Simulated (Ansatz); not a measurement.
BiIr: energy less free atoms and pressure against volume per atom

Results calculated with Ansatz 0.2.0, not measured. Periodic Kohn-Sham DFT of a crystal at fixed atoms; pressure and stress are positive in compression; the energy is the free energy less that of spherical unpolarised free atoms; site moments are those in the method's own spheres, positive along +z.

Cell of the first row (space group F-43m, No. 216):
```
cell vectors (Å)
   0.0000     3.0050     3.0050
   3.0050     0.0000     3.0050
   3.0050     3.0050     0.0000
atoms (fractions of the cell vectors)
Ir  0.00000  0.00000  0.00000
Bi  0.25000  0.25000  0.25000
```

Settings of every row: method all-electron LAPW; functional PBE; relativity scalar; k mesh 11x11x11; filling fermi-dirac; smearing width 0.03 eV; basis error target 1 meV/atom; nucleus gaussian.

Atom start moment: 0 on all atoms.

Limits: no spin-orbit coupling on heavy atoms; the cell comes from a prototype or a list of computed structures and needn't be the stable phase.

```csv
row,volume per atom (Å³),energy less free atoms (eV/atom),pressure (GPa)
1,27.136,-5.8602,6.069
2,27.988,-5.8835,2.795
3,28.853,-5.8908,0.016
4,29.719,-5.8844,-2.306
5,30.584,?,?
```

Question: what energy less free atoms and pressure should row 5 give?

Worked fit of energy less free atoms. Take u = (V_r/V)^(2/3) − 1 with V_r = 28.421 Å³ an atom, which is twice the finite (Eulerian) strain; such expansions in the strain, on which the Birch-Murnaghan equation of state is built, carry the rest volume and the bulk modulus. The shown rows have u = 0.03133, 0.01029, -0.01001, -0.02933. Least squares give energy less free atoms = −5.88903 + 0.3625 × u + 17.78 × u² eV/atom; a straight line predicts inner rows, each left out in turn, worse (root mean square 0.01 against 0.00018 eV/atom). The rows lie off it by 0.0000, -0.0001, 0.0001, 0.0000. The withheld row has u = -0.04772, so the fit gives −5.88903 + 0.3625 × (-0.04772) + 17.78 × (-0.04772)² = -5.8658 eV/atom.

The calculation gave -5.8666 eV/atom. The fit lies 0.0008 eV/atom (2.6 % of the column's range) above it; its largest miss of a shown row is 0.0001 eV/atom. This row lies beyond the range of the fit.

Worked fit of pressure. Take u = (V_r/V)^(2/3) − 1 with V_r = 28.421 Å³ an atom, which is twice the finite (Eulerian) strain; such expansions in the strain, on which the Birch-Murnaghan equation of state is built, carry the rest volume and the bulk modulus. The shown rows have u = 0.03133, 0.01029, -0.01001, -0.02933. Least squares give pressure = 1.3411 + 137.147 × u + 437.99 × u² GPa; a straight line predicts inner rows, each left out in turn, worse (root mean square 0.26 against 0.0084 GPa). The rows lie off it by 0.001, -0.004, 0.004, -0.001. The pressure vanishes at u = -0.0101, or V = 28.86 Å³ an atom, and there the bulk modulus at fixed shape and fractions is B = −V dP/dV = (2/3)(1 + u) dP/du = 84.7 GPa. The withheld row has u = -0.04772, so the fit gives 1.3411 + 137.147 × (-0.04772) + 437.99 × (-0.04772)² = -4.206 GPa.

The calculation gave -4.245 GPa. The fit lies 0.039 GPa (0.38 % of the column's range) above it; its largest miss of a shown row is 0.004 GPa. This row lies beyond the range of the fit.
